**Neodymium 4d and 4f levels against configuration**

The table holds 4d and 4f Kohn-Sham eigenvalues, their difference, mean radii and a density-contour radius of neutral Nd in seven imposed configurations (ld1.x, revPBE, scalar-relativistic, spherical, no spin polarisation). The program fits the gap against the number of electrons removed from 4f⁴, with and without curvature and 5d terms, and against the 4d eigenvalue. The gap rises by about 1.35 eV per 4f electron removed with a worst residual of 0.03 eV, whereas the fit to level depth misses by up to 0.34 eV. A parameter-free sum of occupation times $\langle 1/r\rangle$ over the self-consistent subshells matches the 1s shift within 3.3 % in nine moves, while the frozen-orbital estimate is 1.6 to 3.6 times too large. The density radius follows the 6s and 6p occupations, and 1s falls less than 3s and 4d when 4f electrons are removed.

All-electron Kohn-Sham calculations with the ld1.x program of Quantum ESPRESSO 7.5 for the neutral Nd atom (Z = 60), using the revPBE functional, scalar relativity and a point nucleus. Densities are spherical and not spin-polarised. Eigenvalues are negative for bound levels.

## Analysis program

```python
# Table: 4d and 4f Kohn-Sham eigenvalues, their gap, mean radii and density radius of neutral Nd in seven imposed
# configurations (Quantum ESPRESSO ld1.x, revPBE, scalar-relativistic, spin-unpolarised, spherical).
# Tested: gap against 4f count (rival: level depth); Gauss-law shift sum n<1/r> against the 1s shift; density radius.
T = {
    'configuration': ['[Xe] 4f4 6s2', '[Xe] 4f3 5d1 6s2', '[Xe] 4f2 5d2 6s2', '[Xe] 4f2 5d1 6s2 6p1', '[Xe] 4f3 6s2 6p1', '[Xe] 4f4 6s1 6p1', '[Xe] 4f3.5 6s2 6p0.5'],
    'eigenvalue_4d': [-116.68, -123.13, -130.67, -134.1, -126.31, -117.85, -121.19],  # eV
    'eigenvalue_4f': [-1.7284, -6.8782, -13.042, -16.433, -10.017, -2.9075, -5.6004],  # eV
    'mean_radius_4d': [0.70699, 0.70311, 0.69794, 0.69797, 0.70324, 0.70706, 0.70536],  # bohr
    'mean_radius_4f': [1.1288, 0.99995, 0.9242, 0.91816, 0.98783, 1.1157, 1.0433],  # bohr
    'gap': [114.951, 116.256, 117.626, 117.669, 116.295, 114.944, 115.591],  # eV
    'radius_at_density_0_001': [5.3691, 5.3676, 5.3052, 5.5834, 5.6665, 5.4935, 5.5325],  # bohr
}
import re
import numpy as np
from scipy.constants import physical_constants as pc
Ha = pc['Hartree energy in eV'][0]
c = [s.replace('[Xe] ', '') for s in T['configuration']]
d, f, g, rd, rf, R = (np.array(T[k], float) for k in ('eigenvalue_4d', 'eigenvalue_4f', 'gap', 'mean_radius_4d', 'mean_radius_4f', 'radius_at_density_0_001'))
occ = [dict((a, float(b)) for a, b in re.findall(r'(\d[spdf])([\d.]+)', s)) for s in c]
nf, n5d, n6s, n6p = (np.array([o.get(k, 0.0) for o in occ]) for k in ('4f', '5d', '6s', '6p'))
# Typed from further outputs of the same runs, table order. <1/r> (1/bohr): 1s 2s 2p 3s 3p 3d 4s 4p 4d 5s 5p 4f 5d 6s 6p
inv = np.array([
 [66.06094,15.26054,14.38545,5.563679,5.256308,4.987822,2.32635,2.142971,1.872789,0.8966373,0.7550345,1.240581,0,0.2800198,0],
 [66.06083,15.25992,14.3849,5.563088,5.255669,4.986899,2.330536,2.148512,1.88234,0.9140173,0.7768109,1.323568,0.4604923,0.2964471,0],
 [66.06069,15.25908,14.38417,5.562395,5.254921,4.985753,2.336668,2.156464,1.895461,0.9340098,0.8006379,1.391384,0.5069438,0.3102578,0],
 [66.06065,15.25908,14.38414,5.562441,5.254968,4.985825,2.336686,2.156439,1.895385,0.9380732,0.8085276,1.395598,0.5397655,0.3295194,0.2491621],
 [66.06079,15.25993,14.38489,5.563134,5.255718,4.986976,2.330438,2.148337,1.881996,0.9177935,0.7847656,1.330264,0,0.3148468,0.2389649],
 [66.06095,15.26055,14.38546,5.563693,5.256324,4.987843,2.326264,2.142865,1.872607,0.8965905,0.7562981,1.244692,0,0.2847131,0.2084258],
 [66.06087,15.26027,14.3852,5.563426,5.256034,4.987436,2.328083,2.145259,1.876759,0.9063214,0.7690482,1.28918,0,0.2976136,0.2198791]])
e1s = -np.array([43405.14, 43411.11, 43418.25, 43421.64, 43414.24, 43406.33, 43409.39])  # eV, same outputs
e3s = -np.array([1523.171, 1530.584, 1539.626, 1543.082, 1533.748, 1524.323, 1528.07])
e5s = -np.array([40.4644, 43.6931, 47.0135, 50.3055, 46.8202, 41.6997, 43.5391])
e6p_half = -1.7191  # eV, 6p level of the f3.5 row, same outputs
N = np.array([[2, 2, 6, 2, 6, 10, 2, 6, 10, 2, 6, nf[i], n5d[i], n6s[i], n6p[i]] for i in range(7)])
def fit(y, *cols):
    A = np.column_stack([np.ones(len(y))] + list(cols))
    p = np.linalg.lstsq(A, y, rcond=None)[0]
    return p, y - A @ p
x = 4 - nf
(pA, rA), (pB, rB), (pC, rC) = fit(g, x), fit(g, x, x**2, n5d), fit(g, d)
print('rounding floor (eV): gap 0.0005, 4d 0.005, 1s 0.005; x = 4 - n4f')
print('spans (eV): 4d %.2f, 4f %.2f, gap %.3f' % (np.ptp(d), np.ptp(f), np.ptp(g)))
print('A: gap = %.3f %+.3f x (eV)' % tuple(pA))
print('B: gap = %.3f %+.3f x %+.3f x^2 %+.3f n5d (eV)' % tuple(pB))
print('rival C: gap = %.2f %+.4f eps4d (eV)' % tuple(pC))
pR, rR = fit(R, n6s, n6p, n5d)
print('R fit = %.3f %+.3f n6s %+.3f n6p %+.3f n5d (bohr); floor 0.00005' % tuple(pR))
print('row, configuration: gap residuals A B C (eV) | R residual (bohr)')
for i in range(7):
    print('%d %-17s %+.3f %+.3f %+.3f | %+.3f' % (i, c[i], rA[i], rB[i], rC[i], rR[i]))
for n, r in (('A', rA), ('B', rB), ('C', rC), ('R', rR)):
    print('%s: rms %.3f, worst %+.3f at %s' % (n, np.sqrt(np.mean(r**2)), r[np.argmax(abs(r))], c[np.argmax(abs(r))]))
moves = [(0,1,'4f>5d'),(1,2,'4f>5d'),(0,4,'4f>6p'),(1,3,'4f>6p'),(0,6,'.5 4f>6p'),(6,4,'.5 4f>6p'),(1,4,'5d>6p'),(2,3,'5d>6p'),(0,5,'6s>6p')]
print('move: shifts (eV) 1s 3s 4d 4f 5s | gap | dR (bohr)')
for i, j, n in moves:
    print('%d>%d %-8s %+.2f %+.2f %+.2f %+.2f %+.2f | %+.3f | %+.3f' % (i, j, n, *[e[j]-e[i] for e in (e1s, e3s, d, f, e5s)], g[j]-g[i], R[j]-R[i]))
print('sum n<1/r> (eV): bare | relax n<=3, 4spd, 4f, 5s5p, 5d6s6p | total, err vs 1s, bare/1s')
errs = []
for i, j, n in moves:
    m = np.minimum(N[i], N[j])
    bare = Ha*np.sum((N[j]-m)*inv[j] - (N[i]-m)*inv[i])
    rel = Ha*m*(inv[j]-inv[i])
    parts = [rel[:6].sum(), rel[6:9].sum(), rel[11], rel[9:11].sum(), rel[12:].sum()]
    tot, ref = bare + sum(parts), e1s[j]-e1s[i]
    errs.append(tot/ref - 1)
    print('%d>%d %+.2f | %+.2f %+.2f %+.2f %+.2f %+.2f | %+.2f %+.1f%% %.2f' % (i, j, bare, *parts, tot, 100*errs[-1], bare/ref))
for i, j in ((0, 1), (1, 2), (0, 3), (1, 4)):
    print('radius change %d>%d: 4f %+.2f%%, 4d %+.2f%%' % (i, j, 100*(rf[j]/rf[i]-1), 100*(rd[j]/rd[i]-1)))
print('f3.5 row minus mean of rows 0 and 4 (eV): 4d %+.2f, 4f %+.3f, gap %+.3f' % tuple(e[6]-(e[0]+e[4])/2 for e in (d, f, g)))
print('transition-state 4f>6p estimate eps6p - eps4f = %.2f eV (no totals to check)' % (e6p_half - f[6]))
assert pA[1] > 0 and abs(rA).max() < abs(rC).max()
assert all(d[j]-d[i] < f[j]-f[i] < 0 for i, j, n in moves[:6])
assert all(abs(g[j]-g[i]) < 0.06 and f[j]-f[i] < -1 for i, j, n in moves[6:])
assert max(abs(e) for e in errs) < 0.10
```

It prints:

```
rounding floor (eV): gap 0.0005, 4d 0.005, 1s 0.005; x = 4 - n4f
spans (eV): 4d 17.42, 4f 14.70, gap 2.725
A: gap = 114.934 +1.352 x (eV)
B: gap = 114.944 +1.307 x +0.037 x^2 -0.038 n5d (eV)
rival C: gap = 94.87 -0.1715 eps4d (eV)
R fit = 5.081 +0.157 n6s +0.256 n6p -0.045 n5d (bohr); floor 0.00005
row, configuration: gap residuals A B C (eV) | R residual (bohr)
0 4f4 6s2           +0.017 +0.007 +0.064 | -0.025
1 4f3 5d1 6s2       -0.031 +0.006 +0.262 | +0.019
2 4f2 5d2 6s2       -0.013 -0.004 +0.339 | +0.001
3 4f2 5d1 6s2 6p1   +0.030 +0.002 -0.206 | -0.021
4 4f3 6s2 6p1       +0.008 +0.007 -0.244 | +0.016
5 4f4 6s1 6p1       +0.010 -0.000 -0.144 | -0.000
6 4f3.5 6s2 6p0.5   -0.020 -0.016 -0.070 | +0.010
A: rms 0.020, worst -0.031 at 4f3 5d1 6s2
B: rms 0.008, worst -0.016 at 4f3.5 6s2 6p0.5
C: rms 0.212, worst +0.339 at 4f2 5d2 6s2
R: rms 0.016, worst -0.025 at 4f4 6s2
move: shifts (eV) 1s 3s 4d 4f 5s | gap | dR (bohr)
0>1 4f>5d    -5.97 -7.41 -6.45 -5.15 -3.23 | +1.305 | -0.002
1>2 4f>5d    -7.14 -9.04 -7.54 -6.16 -3.32 | +1.370 | -0.062
0>4 4f>6p    -9.10 -10.58 -9.63 -8.29 -6.36 | +1.344 | +0.297
1>3 4f>6p    -10.53 -12.50 -10.97 -9.55 -6.61 | +1.413 | +0.216
0>6 .5 4f>6p -4.25 -4.90 -4.51 -3.87 -3.07 | +0.640 | +0.163
6>4 .5 4f>6p -4.85 -5.68 -5.12 -4.42 -3.28 | +0.704 | +0.134
1>4 5d>6p    -3.13 -3.16 -3.18 -3.14 -3.13 | +0.039 | +0.299
2>3 5d>6p    -3.39 -3.46 -3.43 -3.39 -3.29 | +0.043 | +0.278
0>5 6s>6p    -1.19 -1.15 -1.17 -1.18 -1.24 | -0.007 | +0.124
sum n<1/r> (eV): bare | relax n<=3, 4spd, 4f, 5s5p, 5d6s6p | total, err vs 1s, bare/1s
0>1 -21.23 | -0.52 +3.73 +6.77 +4.50 +0.89 | -5.84 -2.1% 3.56
1>2 -22.22 | -0.64 +5.20 +3.69 +4.98 +2.02 | -6.98 -2.3% 3.11
0>4 -27.26 | -0.49 +3.60 +7.32 +6.01 +1.90 | -8.92 -2.0% 3.00
1>3 -29.24 | -0.62 +5.18 +3.92 +6.49 +3.96 | -10.31 -2.0% 2.78
0>6 -13.89 | -0.22 +1.55 +4.63 +2.82 +0.96 | -4.16 -2.1% 3.27
6>4 -14.29 | -0.27 +2.06 +3.35 +3.19 +1.20 | -4.76 -1.9% 2.95
1>4 -6.03 | +0.03 -0.13 +0.55 +1.50 +1.00 | -3.08 -1.8% 1.93
2>3 -7.01 | +0.02 -0.02 +0.23 +1.51 +1.94 | -3.34 -1.6% 2.07
0>5 -1.95 | +0.01 -0.07 +0.45 +0.20 +0.13 | -1.23 +3.3% 1.64
radius change 0>1: 4f -11.41%, 4d -0.55%
radius change 1>2: 4f -7.58%, 4d -0.74%
radius change 0>3: 4f -18.66%, 4d -1.28%
radius change 1>4: 4f -1.21%, 4d +0.02%
f3.5 row minus mean of rows 0 and 4 (eV): 4d +0.31, 4f +0.272, gap -0.032
transition-state 4f>6p estimate eps6p - eps4f = 3.88 eV (no totals to check)
```
